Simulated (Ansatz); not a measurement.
## TiO2: energy less free atoms and pressure against volume per atom

Periodic Kohn-Sham DFT of a crystal at fixed atoms; pressure and stress are positive in compression; the energy is the free energy less that of spherical unpolarised free atoms; site moments are those in the method's own spheres, positive along +z. The results are calculated, by Ansatz 0.2.0.

Cell of the first row (space group I4_1/amd, No. 141):
```
cell vectors (Å)
  -1.8539     1.8539     4.6599
   1.8539    -1.8539     4.6599
   1.8539     1.8539    -4.6599
atoms (fractions of the cell vectors)
Ti  0.00000  0.00000  0.00000
Ti  0.75000  0.25000  0.50000
O   0.20660  0.20660  0.00000
O   0.95660  0.45660  0.50000
O   0.54340  0.04340  0.50000
O   0.79340  0.79340  0.00000
```

Settings of every row: method all-electron LAPW; functional LDA; relativity scalar; k mesh 13x13x13; filling fermi-dirac; smearing width 0.08 eV; basis error target 1 meV/atom; nucleus gaussian.

Atom start moment: 0 on all atoms.

| row | volume per atom (Å³) | energy less free atoms (eV/atom) | pressure (GPa) |
| --- | --- | --- | --- |
| 1 | 10.677 | -9.4858 | 9.223 |
| 2 | 10.904 | -9.4949 | 3.689 |
| 3 | 11.131 | -9.4965 | -1.283 |
| 4 | 11.245 | -9.4948 | -3.575 |
| 5 | 11.358 | -9.4915 | -5.749 |
| 6 | 11.472 | ? | ? |
| 7 | 11.585 | -9.4804 | -9.756 |
| 8 | 11.813 | -9.464 | -13.357 |
| 9 | 12.04 | -9.4427 | -16.587 |

Question: what energy less free atoms and pressure should row 6 give?

Worked fit of energy less free atoms. Take u = (V_r/V)^(2/3) − 1 with V_r = 11.302 Å³ an atom, which is twice the finite (Eulerian) strain; such expansions in the strain, on which the Birch-Murnaghan equation of state is built, carry the rest volume and the bulk modulus. The shown rows have u = 0.03865, 0.02419, 0.01022, 0.00338, -0.00329, -0.01635, -0.02905, -0.04129. Least squares give energy less free atoms = −9.49331 − 0.4932 × u + 17.756 × u² eV/atom; a straight line predicts inner rows, each left out in turn, worse (root mean square 0.0091 against 6.1e-05 eV/atom). The rows lie off it by 0.0000, 0.0000, 0.0000, 0.0000, 0.0000, 0.0001, 0.0000, 0.0000. Its lowest point lies at u = 0.0139, or V = 11.07 Å³ an atom, and the curvature there gives the bulk modulus at fixed shape and fractions, B = (4/9)(1 + u)² E″(u)/V = 235 GPa. Letting shape and atoms relax would as a rule lower it, by much in layered, chain or molecular crystals. The withheld row has u = -0.0099, so the fit gives −9.49331 − 0.4932 × (-0.0099) + 17.756 × (-0.0099)² = -9.4867 eV/atom.

The calculation gave -9.4867 eV/atom. The fit meets it to the printed digit.

Worked fit of pressure. Take u = (V_r/V)^(2/3) − 1 with V_r = 11.302 Å³ an atom, which is twice the finite (Eulerian) strain; such expansions in the strain, on which the Birch-Murnaghan equation of state is built, carry the rest volume and the bulk modulus. The shown rows have u = 0.03865, 0.02419, 0.01022, 0.00338, -0.00329, -0.01635, -0.02905, -0.04129. Least squares give pressure = −4.6885 + 324.179 × u + 899.98 × u² + 651 × u³ GPa; a parabola predicts inner rows, each left out in turn, worse (root mean square 0.012 against 0.0071 GPa). The rows lie off it by 0.000, 0.000, -0.002, 0.007, -0.004, -0.005, 0.005, -0.002 (root mean square 0.0039 GPa). The pressure vanishes at u = 0.0139, or V = 11.07 Å³ an atom, and there the bulk modulus at fixed shape and fractions is B = −V dP/dV = (2/3)(1 + u) dP/du = 236 GPa. Letting shape and atoms relax would as a rule lower it, by much in layered, chain or molecular crystals. The withheld row has u = -0.0099, so the fit gives −4.6885 + 324.179 × (-0.0099) + 899.98 × (-0.0099)² + 651 × (-0.0099)³ = -7.810 GPa.

The calculation gave -7.808 GPa. The fit lies 0.002 GPa (0.0077 % of the column's range) below it; its largest miss of a shown row is 0.007 GPa.
